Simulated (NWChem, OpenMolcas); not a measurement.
# C2F2 (SMILES FC#CF): methods side by side

The species is C2F2 (4 atoms), meant as a singlet with charge 0. As SMILES, `FC#CF`. The shape is that of a PBE0-D4/def2-TZVP optimisation.

Each level gives the vertical energy of the triplet above the singlet (eV). The values are calculated.

```csv
level,kind,program,value (eV),CPU time (all runs)
HF/cc-pVTZ,Hartree–Fock,OpenMolcas,6.96,64 s
SVWN5/cc-pVTZ,LDA,OpenMolcas,6.27,2.1 min
BLYP/cc-pVTZ,GGA,OpenMolcas,6.04,2.3 min
revPBE/cc-pVTZ,GGA,NWChem,5.99,59 s
r2SCAN/cc-pVTZ,meta-GGA,OpenMolcas,6.00,7 min
M06-2X/cc-pVTZ,hybrid meta-GGA,NWChem,6.93,89 s
B2PLYP/cc-pVTZ,double hybrid,NWChem,6.58,71 s
MP2/cc-pVTZ,perturbation theory,NWChem,6.97,2.1 min
```

The values span 5.99 to 6.97 eV. CPU times are rough (shared hosts, several kinds of processor): they show what a rung costs within a factor of a few.

All levels place the triplet well above the singlet, as expected for a closed-shell alkyne. The excitation is probably π→π*: it moves an electron from a bonding to an antibonding orbital of the triple bond, and at the fixed singlet geometry the molecule cannot recover energy by bending or stretching the C–C bond. Fluorine lone pairs also mix with the π system, but their effect on the gap cannot be isolated without acetylene as a reference.

The semilocal functionals all lie below the methods containing Hartree–Fock exchange, whose nonlocal treatment probably contributes to the larger gaps. The near coincidence of Hartree–Fock (6.96 eV) and MP2 (6.97 eV) does not show that correlation is unimportant, since contributions to the two states can cancel in the difference. Nor does it establish the true gap: in a linear alkyne, the π→π* triplets of definite symmetry require more than one determinant, so a single-determinant reference can mix neighbouring states.
